\section*{Counterion-only Poisson--Boltzmann solutions for one and two charged walls}

\subsection*{Result}

A plane wall carries $\sigma_s$ negative elementary charges per unit area. The liquid next to it has relative permittivity $\varepsilon$ and temperature $T$ and holds only counterions of charge $+qe$. Two lengths fix the problem, the Bjerrum length and the Gouy--Chapman length:
\begin{equation}
l_B=\frac{e^2}{4\pi\varepsilon_0\varepsilon k_BT},\qquad
\mu=\frac{1}{2\pi q\,l_B\sigma_s}. \label{lengths}
\end{equation}
In mean-field theory the counterion density at distance $x$ from a single wall is
\begin{equation}
n(x)=\frac{1}{2\pi q^2l_B\,(x+\mu)^2}. \label{one}
\end{equation}
Between two equal walls at $x=\pm d/2$ it is
\begin{equation}
n(x)=\frac{n_m}{\cos^2Kx},\qquad n_m=\frac{K^2}{2\pi q^2l_B},\qquad K\mu\tan\frac{Kd}{2}=1, \label{two}
\end{equation}
with $0<Kd<\pi$, and the walls repel each other with the pressure
\begin{equation}
P=k_BT\,n_m=\frac{k_BT\,K^2}{2\pi q^2l_B}. \label{P}
\end{equation}
The pressure lies below both of its limiting forms,
\begin{equation}
P_L=\frac{\pi k_BT}{2q^2l_Bd^2}\quad(d\gg\mu),\qquad
P_{\rm id}=\frac{2\sigma_sk_BT}{qd}\quad(d\ll\mu). \label{limits}
\end{equation}
The first is Langmuir's law (1938) and does not contain the wall charge. The second is the ideal-gas pressure of the confined counterions. The underlying diffuse-layer theory is that of Gouy (1910) and Chapman (1913).

\subsection*{Premises and conventions}

(i) The walls are flat, infinite and impenetrable, and their charge is smeared uniformly and fixed. (ii) The solvent is a uniform dielectric. (iii) The ions are points that interact only through the mean electrostatic potential $\phi(x)$; ion--ion correlations and image forces are dropped. (iv) There are no co-ions, and the counterions neutralise the walls exactly, so that the field vanishes inside the walls and, for one wall, at $x\to\infty$. (v) $P$ is the force per area in excess of the pressure of pure solvent outside, positive for repulsion. Lengths are in nm, densities in nm$^{-3}$ or mol/L, pressures in kPa. The reduced potential $\psi=qe\phi/k_BT$ is the electrostatic energy of one counterion in units of $k_BT$, and a prime means $d/dx$ unless stated otherwise.

\subsection*{The Poisson--Boltzmann equation}

Poisson's equation $\varepsilon_0\varepsilon\,\phi''=-qe\,n$, multiplied by $qe/(\varepsilon_0\varepsilon k_BT)$, becomes
\begin{equation}
\psi''=-4\pi q^2l_B\,n. \label{poisson}
\end{equation}
Gauss's law at a wall with no field behind it gives a field of magnitude $e\sigma_s/\varepsilon_0\varepsilon$ in the liquid, pointing at the wall. The potential therefore rises away from the wall, and with $s$ the distance from it
\begin{equation}
\frac{d\psi}{ds}\Big|_{s=0}=4\pi q\,l_B\sigma_s=\frac{2}{\mu}. \label{bc}
\end{equation}
Half of this slope is due to the bare wall, whose potential energy for an ion is $k_BT\,s/\mu$; this gives $\mu$ its meaning. The other half is due to the counterions, all of which lie on one side of the point $s=0$.

By premise (iii) the free energy per area is the ideal-gas term plus the field energy $\tfrac12\varepsilon_0\varepsilon\phi'^2=k_BT\psi'^2/(8\pi q^2l_B)$:
\begin{equation}
\frac{F[n]}{k_BT}=\int dx\,n\,[\ln(n\Lambda^3)-1]+\int dx\,\frac{\psi'^2}{8\pi q^2l_B}, \label{F}
\end{equation}
where $\Lambda$ is the thermal wavelength and $\psi'$ follows from $n$ through \eqref{poisson} and \eqref{bc}. Vary $n$ at a fixed number of ions. Then $\delta\psi'=0$ at the boundaries, and an integration by parts gives
\begin{equation}
\delta\!\int\!\frac{\psi'^2\,dx}{8\pi q^2l_B}=-\int\!\frac{\psi\,\delta\psi''\,dx}{4\pi q^2l_B}=\int\psi\,\delta n\,dx .
\end{equation}
Stationarity requires $\ln(n\Lambda^3)+\psi$ to equal a constant Lagrange multiplier, that is $n=n_0e^{-\psi}$ with $n_0$ the density where $\psi=0$. Inserted in \eqref{poisson}, this yields
\begin{equation}
\psi''=-4\pi q^2l_B\,n_0\,e^{-\psi}. \label{PB}
\end{equation}
The term $n\ln n$ is strictly convex in $n$, and the field energy is the square of a quantity affine in $n$ and hence convex. A stationary profile is thus the unique minimum of $F$. For two equal walls the mirror image of the solution is also a solution, so uniqueness makes the profile even in $x$.

Multiply \eqref{PB} by $\psi'$. The left side is $(\psi'^2/2)'$, and since $n'=-n\psi'$ the right side is $4\pi q^2l_B\,n'$. Hence
\begin{equation}
n(x)-\frac{\psi'(x)^2}{8\pi q^2l_B}=C, \label{first}
\end{equation}
with $C$ independent of $x$. At a wall, \eqref{bc} turns the second term into $2\pi l_B\sigma_s^2$, so the contact density is
\begin{equation}
n_c=C+2\pi l_B\sigma_s^2 . \label{contact}
\end{equation}

\subsection*{One wall}

Put the wall at $x=0$ and $\psi(0)=0$, so that $n_0=n_c$. Integration of \eqref{poisson} from $x$ to infinity, where the field vanishes, gives $\psi'(x)=4\pi q^2l_B\int_x^\infty n\,dx'>0$. The density therefore falls monotonically, and being integrable it tends to zero. Both terms in \eqref{first} vanish at infinity, so $C=0$ and $n_c=2\pi l_B\sigma_s^2=1/(2\pi q^2l_B\mu^2)$. Set $v=e^{\psi/2}$, so that $n=n_c/v^2$ and $v'=v\psi'/2$. Equation \eqref{first} becomes
\begin{equation}
v'^2=\tfrac14v^2\cdot 8\pi q^2l_B\,\frac{n_c}{v^2}=2\pi q^2l_Bn_c=\frac1{\mu^2}.
\end{equation}
With $v'>0$ and $v(0)=1$ the solution is $v=1+x/\mu$. Thus $\psi=2\ln(1+x/\mu)$ and $n=n_c\mu^2/(x+\mu)^2$, which is \eqref{one}. The number of ions within $x$ is
\begin{equation}
\int_0^xn\,dx'=\frac{\sigma_s}{q}\,\frac{x}{x+\mu}.
\end{equation}
It tends to $\sigma_s/q$, as neutrality demands, and half of the ions lie within $\mu$ of the wall. The decay is algebraic because the screening weakens as the ions thin out, and the mean distance $\int xn\,dx$ diverges logarithmically. For $x\gg\mu$ the density $1/(2\pi q^2l_Bx^2)$ no longer depends on $\sigma_s$: additional wall charge only gathers additional ions close to the wall.

\subsection*{Two walls}

By symmetry $\psi'(0)=0$ at the midplane. Choose $\psi(0)=0$, so that $n_0=n_m$ and $C=n_m$. With $v=e^{\psi/2}$ as before and $K^2\equiv2\pi q^2l_Bn_m$, equation \eqref{first} reads
\begin{equation}
v'^2=\tfrac14v^2\cdot8\pi q^2l_Bn_m\left(\frac1{v^2}-1\right)=K^2(1-v^2).
\end{equation}
Since $\psi''<0$, $v$ falls from $v(0)=1$ on both sides, and $dv/\sqrt{1-v^2}=-K\,dx$ for $x>0$ gives $v=\cos Kx$. Therefore
\begin{equation}
\psi=\ln\cos^2Kx,\qquad \psi'=-2K\tan Kx,\qquad n=\frac{n_m}{\cos^2Kx}.
\end{equation}
The density must stay finite in the gap, so $y\equiv Kd/2<\pi/2$. At $x=d/2$ the distance from the wall is $s=d/2-x$, and \eqref{bc} demands $-\psi'(d/2)=2K\tan y=2/\mu$. This proves \eqref{two}, whose last member can be written
\begin{equation}
y\tan y=a,\qquad a\equiv\frac{d}{2\mu}. \label{root}
\end{equation}
The left side rises monotonically from $0$ to $\infty$ on $0<y<\pi/2$, so each $a$ has exactly one root. Neutrality holds, because the number of ions per area is
\begin{equation}
N=\int_{-d/2}^{d/2}n\,dx=\frac{2n_m\tan y}{K}=\frac{K\tan y}{\pi q^2l_B}=\frac{2\sigma_s}{q}.
\end{equation}
Measured from the wall, $\cos(y-Ks)=\cos y\,[\cos Ks+\sin(Ks)/K\mu]$. For $d\to\infty$ at fixed $s$, $K\to0$, the bracket tends to $1+s/\mu$ and $n_c=n_m/\cos^2y$ tends to $2\pi l_B\sigma_s^2$ by \eqref{contact}. The one-wall profile is recovered.

\subsection*{The pressure}

\emph{Mechanical route.} The ions push a wall outwards with the kinetic pressure $k_BTn_c$. The wall charge feels the mean of the fields on its two sides, $e\sigma_s/\varepsilon_0\varepsilon$ and $0$; the mean removes the field of the sheet itself. The resulting pull towards the gap is $e^2\sigma_s^2/2\varepsilon_0\varepsilon=2\pi l_B\sigma_s^2k_BT$. By \eqref{contact} the net force per area is
\begin{equation}
P=k_BT\,(n_c-2\pi l_B\sigma_s^2)=k_BT\,C .
\end{equation}
This is zero for one wall and $k_BTn_m$ for two. Equation \eqref{first} thus states that osmotic pressure minus Maxwell stress is the same on every plane, and at the midplane the stress vanishes. The electrostatic part of the force on a wall is attractive. The repulsion comes from the entropy of the confined ions.

\emph{Thermodynamic route.} Evaluate \eqref{F} on the solution. Let $U=\int\psi'^2dx/(8\pi q^2l_B)$ and $\psi_w=\ln\cos^2y$. From \eqref{first}, $U=N-n_md$. From \eqref{poisson} and an integration by parts with $\psi'(\pm d/2)=\mp2/\mu$,
\begin{equation}
\int n\psi\,dx=-\frac{[\psi\psi']_{-d/2}^{d/2}}{4\pi q^2l_B}+2U=\frac{\psi_w}{\pi q^2l_B\mu}+2U=N\psi_w+2U .
\end{equation}
With $\ln n=\ln n_m-\psi$ and $n_c=n_me^{-\psi_w}$,
\begin{equation}
\frac{F}{k_BT}=N[\ln(n_c\Lambda^3)-1]-U=N[\ln(n_c\Lambda^3)-2]+n_md . \label{Fd}
\end{equation}
Let a dot denote the derivative with respect to $d$ at fixed $\sigma_s$. By \eqref{contact}, $\dot n_c=\dot n_m$, so $\dot F/k_BT=n_m+\dot n_m(d+N/n_c)$. Here $d=2y/K$ and $N/n_c=2\sin y\cos y/K$. Differentiation of $K\tan(Kd/2)=1/\mu$ gives $\dot K(\tan y+y/\cos^2y)+K^2/(2\cos^2y)=0$, hence
\begin{equation}
\frac{\dot n_m}{n_m}=\frac{2\dot K}{K}=-\frac{K}{y+\sin y\cos y}.
\end{equation}
The product $\dot n_m(d+N/n_c)$ equals $-2n_m$, and $P=-\dot F=k_BTn_m$, in accord with \eqref{P}. The same relation shows that $P$ falls monotonically with $d$. Subtracting from \eqref{Fd} its value at $d\to\infty$, where $n_md\to0$, and using $2\pi l_B\sigma_s^2=n_m\tan^2y$, one finds the interaction free energy per area,
\begin{equation}
\frac{W(d)}{k_BT}=-\frac{4\sigma_s}{q}\ln\sin y+n_md .
\end{equation}

\subsection*{Limits}

In terms of $y$, equation \eqref{P} reads $P=P_L\,(2y/\pi)^2=P_{\rm id}\,y^2/a=P_{\rm id}\,y/\tan y$. Since $y<\pi/2$ and $\tan y>y$, both limiting laws are upper bounds at every $d$.

\emph{Wide gap.} Equation \eqref{root} is equivalent to $y=\pi/2-\arctan(y/a)$. The expansion $\arctan t=t-t^3/3+\dots$ gives $y(1+1/a)=\pi/2+y^3/3a^3+\dots$, so that $y=(\pi/2)\,a/(1+a)+\pi^3/24a^3+\dots$ and
\begin{equation}
P=\frac{\pi k_BT}{2q^2l_B(d+2\mu)^2}\left[1+\frac{4\pi^2}{3}\Big(\frac{\mu}{d}\Big)^3+\dots\right]. \label{wide}
\end{equation}
Each wall acts as an infinitely charged wall moved back by $\mu$. Langmuir's law follows for $\mu/d\to0$ and overestimates $P$ by the fraction $4\mu/d$ to leading order.

\emph{Narrow gap.} Inverting $a=y^2+y^4/3+2y^6/15+\dots$ order by order gives $y^2=a-a^2/3+4a^3/45-\dots$. With $K\mu=y/a$ and $P=2\pi l_B\sigma_s^2k_BT\,(K\mu)^2$,
\begin{equation}
\frac{P}{2\pi l_B\sigma_s^2k_BT}=\frac{2\mu}{d}-\frac13+\frac{2d}{45\mu}-\dots
\end{equation}
The first term is $P_{\rm id}=Nk_BT/d$. The potential then varies by much less than $k_BT$ across the gap and the ions fill it uniformly. The relative correction is $-d/6\mu$.

\subsection*{Range of validity}

\emph{Correlations.} The control parameter is $\Xi=q^2l_B/\mu=2\pi q^3l_B^2\sigma_s$. If the ions shared the wall area equally, each would occupy a disc of radius $\mu\sqrt{2\Xi}$. For $\Xi<1$ many ions overlap within the thickness $\mu$ and a mean field is meaningful; for $\Xi>1$ the layer near the wall is correlated and the contact region of \eqref{one} fails. The size of the effect on $P$ can be estimated from the Debye--H\"uckel free energy density $-k_BT\kappa^3/12\pi$, taken locally with $\kappa^2=4\pi q^2l_Bn$. It lowers the osmotic pressure by the fraction $q^2l_B\kappa/6$, with $\kappa=\sqrt2K$ at the midplane, and adds $w=-q^2l_B\kappa/2$ to the energy of an ion in units of $k_BT$. For $\mu\ll x\ll d$, \eqref{one} gives $\kappa=\sqrt2/x$ and $w=-q^2l_B/(\sqrt2\,x)$. With $n=n_0e^{-u}$ and $u=\psi+w$, linearisation of \eqref{poisson} about \eqref{one} yields
\begin{equation}
\delta u''-\frac{2}{x^2}\,\delta u=w'',\qquad \delta u=\frac{\sqrt2\,q^2l_B}{3}\,\frac{\ln(x/x_0)}{x},
\end{equation}
where $x_0$ is the inner distance at which the linearisation stops, between $\mu$ and $q^2l_B$ when $\Xi>1$. A change of $\mu$ in $2\ln(x+\mu)$ produces $\delta u=2\delta\mu/x$, so the result is a slowly growing increase of $\mu$. Taken at $x$ of order $d$ and put into \eqref{wide}, it gives
\begin{equation}
\frac{\delta P}{P}\approx-\frac{2\sqrt2}{3}\,\frac{q^2l_B}{d}\ln\frac{d}{x_0}\qquad(d\gg\mu). \label{corr}
\end{equation}
This is an order-of-magnitude estimate, since $\kappa^{-1}$ is as long as the scale on which $n$ varies. It shows that Langmuir's law needs $d\gg q^2l_B$ by a wide margin, which is far harder to meet for multivalent ions.

\emph{Ion size.} If ion centres cannot come closer than $r$ to a wall, the field is constant in the empty layer, \eqref{bc} holds at its edge, and all results stand with $d\to d-2r$. For $d\gg\mu$ this raises $P$ by about $4r/d$. Packing among the ions matters where $n_c$ approaches the density of the solvent molecules.

\emph{Images and discrete charges.} A wall of low permittivity repels an ion at distance $s$ with an energy below $k_BT\,q^2l_B/4s$, which can reach $k_BT$ only within $q^2l_B/4$. Wall charges on a square lattice of spacing $b$ modulate the potential over a depth $b/2\pi$.

\emph{Salt.} Let $q=1$ and let the gap open to a bath with density $n_b$ of each ion of a 1:1 salt. The same first integral then holds for the sum of both densities, and $P=k_BT(n_m+n_b^2/n_m-2n_b)$. Co-ions change $n_m$ only at order $n_b^2/n_m$, so the leading correction is $-2n_bk_BT$. The condition $n_b\ll n_m$ means that the Debye length $(8\pi l_Bn_b)^{-1/2}$ must be long against $1/K$. Beyond the Debye length the algebraic tails of $n$, $P$ and $W$ turn exponential. For an isolated wall the first integral relates the charge to the reduced wall potential $\psi_0$ against the bath by $4n_b\sinh^2(\psi_0/2)=2\pi l_B\sigma_s^2$.

\emph{Charge regulation.} Surface sites rebind counterions as $n_c$ rises on approach. If instead of the charge the potential against the bath is fixed, $n_c$ keeps the value of the isolated wall, $1/(2\pi q^2l_B\mu^2)$ up to terms of order $n_b$, and $n_m=n_c\cos^2y$ replaces \eqref{root} by
\begin{equation}
y=a\cos y , \label{cp}
\end{equation}
with $\mu$ of the isolated wall. A regulating wall has less charge than when isolated but a higher $n_c$. At given $d$ both $\sigma_s\propto K\tan y$ and $n_c\propto K^2/\cos^2y$ grow with $K$, so its pressure lies between the values from \eqref{cp} and \eqref{root}.

\emph{Other forces.} Dispersion adds the non-retarded attraction $A/6\pi d^3$ between half-spaces with Hamaker constant $A$. Solvent structure and hydration forces typically matter below about 2 nm.

\subsection*{Illustration: mica with K$^+$, and silica, at $d=5$ nm}

Water at $T=298.15$ K with the typical permittivity $\varepsilon=78.4$ has $l_B=0.715$ nm. With $k_BT=4.116\times10^{-21}$ J, a density of 1 nm$^{-3}$ equals 1.66 mol/L and exerts $4.116\times10^3$ kPa. For $q=1$ and $d=5$ nm, $P_L=362$ kPa whatever the charge. Three charge densities are used. Row A is the typical lattice charge of the muscovite basal plane, 2.1 nm$^{-2}$ (0.34 C/m$^2$), with every K$^+$ released. Row B is an assumed effective charge of 0.04 nm$^{-2}$ (6.4 mC/m$^2$). It was chosen to reproduce the typical behaviour of mica in dilute potassium salt, where most sites stay neutralised and the diffuse-layer potential is typically of order $-100$ mV: in an assumed bath of $10^{-4}$ mol/L KCl it corresponds to a potential of magnitude 123 mV. Row C is a slit between two SiO$_2$ faces, as in the wet cleaning of narrow trenches, with an assumed charge of 0.1 nm$^{-2}$ (16 mC/m$^2$), inside the typical span of a few to a few tens of mC/m$^2$ that silica covers with pH. All entries are the model's values at fixed charge, from \eqref{lengths}, \eqref{root} and \eqref{P} with intermediate figures unrounded.

\begin{center}
\begin{tabular}{lcccccccc}
\hline
 & $\mu$/nm & $\Xi$ & $a$ & $y$ & $K$/nm$^{-1}$ & $n_m$/mM & $P$/kPa & $P_{\rm id}$/kPa\\
\hline
A & 0.106 & 6.7 & 23.6 & 1.507 & 0.603 & 134 & 333 & $3.46\times10^3$\\
B & 5.56 & 0.13 & 0.449 & 0.624 & 0.250 & 23.0 & 57 & 66\\
C & 2.23 & 0.32 & 1.123 & 0.897 & 0.359 & 47.6 & 118 & 165\\
\hline
\end{tabular}
\end{center}

Row A is in the Langmuir regime, and the prefactor of \eqref{wide} alone also gives 333 kPa. The premises fail near the wall: $\mu$ is smaller than an ion, $\Xi>1$, and the contact density of 19.9 nm$^{-3}$, or 33 mol/L, cannot be reached by hydrated ions. An assumed closest approach $r=0.3$ nm raises $P$ by 28\,\%, while \eqref{corr} lowers it by a fraction of 0.3 for $x_0=l_B$ and 0.5 for $x_0=\mu$. The model supports no more than ``about 3 bar'' for a fully dissociated surface. Since real mica releases only a small part of its K$^+$, row A overshoots the pressure typical of dilute solutions severalfold and serves as a ceiling. The saturation is plain in the table: row A has 52.5 times the charge of row B and 5.8 times its pressure.

Row B lies nearer the ideal-gas limit and meets the mean-field condition. The neglected terms have these sizes. Correlations lower $P$ by about 4\,\% on the midplane estimate. The closest approach of 0.3 nm raises it by 16\,\%. The image repulsion reaches $k_BT$ only within 0.18 nm. A square array of the effective charges has $b=5$ nm and a modulation depth of 0.8 nm, short against $d/2$; the extra attraction near the sites is part of what the effective charge absorbs. The bath has a Debye length of 30 nm and subtracts 0.5 kPa. Dispersion with a typical $A=2\times10^{-20}$ J for mica across water gives 8 kPa of attraction, 15\,\% of $P$. The largest uncertainty is regulation: \eqref{cp} has the root $y=0.412$ and gives 25 kPa, of which dispersion cancels 34\,\%. Monovalent H$^+$ that replaces K$^+$ follows the same Boltzmann factor and leaves the equations unchanged. For mica sheets at 5 nm the model's double-layer pressure is therefore between 25 and 57 kPa, a few tenths of a bar. Row C falls in the crossover $d\approx2\mu$, where neither limiting law serves and \eqref{root} has to be solved; silanol groups also regulate, so its 118 kPa is the model's fixed-charge upper value.